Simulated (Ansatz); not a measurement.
# A series in volume per atom on Cr

All results are calculated (Ansatz 0.2 development). All-electron LAPW DFT of a crystal on the k mesh given, cartesian forces, stress positive in compression, open shells may miss their lowest state, collinear spin from typed starts, lowest end of the runs made.

Cell of the first row (space group Im-3m, No. 229):
```
Cr
1.0
      2.8371     0.0000     0.0000
      0.0000     2.8371     0.0000
      0.0000     0.0000     2.8371
Cr
2
Direct
  0.00000 0.00000 0.00000
  0.50000 0.50000 0.50000
```

Settings of every row: k mesh 16x16x16; k shift 0x0x0; occupations Fermi-Dirac; smearing width 0.01 eV; functional PBE; relativity scalar, some core shells by Dirac; nucleus point; basis error target 0.025 meV/atom; hardware server CPU, model not recorded, shared host; command ansatz run INPUT --backend cpu --pin off --threads 2.

Atom:
```
element  start moment (Bohr magneton)
     Cr                           1.5
     Cr                          -1.5
```

```
row  volume per atom (Å³)  absolute spin moment (Bohr magneton per cell)  pressure (GPa)
  1                11.418                                           1.82            6.38
  2                11.594                                           2.01            3.01
  3                11.771                                           2.21            0.03
  4                11.948                                              ?               ?
  5                12.124                                           2.62            -4.8
```

Total spin moment is 0 Bohr magneton per cell in every row.

Question: what absolute spin moment and pressure should row 4 give?

Worked fit of absolute spin moment. Take t = volume per atom − 12, in Å³. The shown rows have t = -0.582, -0.406, -0.229, 0.124. Their means are -0.27325 and 2.165 Bohr magneton per cell; the sums about the means are S_tt = 0.2727 and S_ty = 0.3098, whose ratio is the slope. Least squares give absolute spin moment = 2.475 + 1.136 × t Bohr magneton per cell. The rows lie off it by 0.01, 0.00, 0.00, 0.00. The withheld row has t = -0.052, so the fit gives 2.475 + 1.136 × (-0.052) = 2.42 Bohr magneton per cell.

The calculation gave 2.42 Bohr magneton per cell. The fit meets it to the printed digit.

Worked fit of pressure. Take u = (V_r/V)^(2/3) − 1 with V_r = 11.683 Å³ an atom, which is twice the finite (Eulerian) strain; such expansions in the strain, on which the Birch-Murnaghan equation of state is built, carry the rest volume and the bulk modulus. The shown rows have u = 0.01541, 0.00511, -0.00499, -0.0244. Least squares give pressure = 1.462 + 294.93 × u + 1569 × u² GPa; a straight line predicts inner rows, each left out in turn, worse (root mean square 0.39 against 0.00084 GPa). All shown rows lie on it to the printed digit. The pressure vanishes at u = -0.0051, or V = 11.77 Å³ an atom, and there the bulk modulus at fixed shape and fractions is B = −V dP/dV = (2/3)(1 + u) dP/du = 185 GPa. The withheld row has u = -0.01484, so the fit gives 1.462 + 294.93 × (-0.01484) + 1569 × (-0.01484)² = -2.57 GPa.

The calculation gave -2.52 GPa. The fit lies 0.05 GPa (2 % of the value, 0.45 % of the column's range) below it; its largest miss of a shown row is 0.00 GPa.
